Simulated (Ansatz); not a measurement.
**Ligand exchange: Sn(CH3)3Br + SiH3(CH3) → Sn(CH3)4 + SiH3Br**

Gas-phase species: Sn(CH3)3Br (trimethyltin bromide), singlet; SiH3(CH3) (methylsilane), singlet; Sn(CH3)4 (tetramethyltin), singlet; SiH3Br `[SiH3]Br`, singlet. The partners trade Br for CH3: Sn–Br and Si–CH3 bonds give way to Sn–CH3 and Si–Br.

Shapes, held fixed at every level: PBE0-D4/def2-TZVP. Programs: Ansatz 0.2.0. Electronic energies: no zero-point or thermal term.

```csv
level,kind,ΔE (kJ/mol),less CCSD(T)/def2-TZVPP
HF/def2-SVP,Hartree–Fock,+69.6,+19.3
SPW92/def2-TZVPP,LDA,+56.1,+5.8
B3LYP-D4/def2-TZVPP,global hybrid,+59.9,+9.6
PBE0-D4/def2-TZVPP,global hybrid,+57.8,+7.5
MP2/def2-TZVPP,perturbation theory,+49.7,-0.6
CCSD(T)/def2-SVP,coupled cluster or CI,+60.4,+10.1
CCSD/def2-SVP,coupled cluster or CI,+61.3,+11.0
CCSD(T)/def2-TZVPP,coupled cluster or CI,+50.3,0.0
```

The highest level, CCSD(T)/def2-TZVPP, gives ΔE = +50.3 kJ/mol; the levels span +49.7 to +69.6. The column of differences is taken from that level and isn't an error. No measured value is set beside it here. For atoms past krypton def2 sets carry core potentials with scalar relativity. Relativity is left out for Br. Outer-core shells of Br, Sn are correlated, in sets that cover them unevenly.

Every level puts the exchange uphill, so bromine on tin with methyl on silicon is the favoured pairing in electronic energy. The likely reason is that moving methyl from silicon to tin costs more than moving bromine the other way returns. Tin's diffuse valence orbitals overlap poorly with carbon, whereas its bond to bromine keeps much of its strength through polarity, helped by electron-releasing methyl groups. Because silicon carries hydrogens and tin carries methyls, the energy isn't a pure measure of the two elements' preferences.

The sign is firmer than the size. In the small basis, triples barely matter, while enlarging the basis lowers the CCSD(T) value from +60.4 to +50.3 kJ/mol, so basis convergence isn't established. Hartree–Fock's large deviation therefore mixes missing correlation with basis error. MP2 lies almost on top of CCSD(T) in the larger basis, but the two can share basis errors, so their agreement doesn't prove that the density functionals, all somewhat higher, are the less accurate.
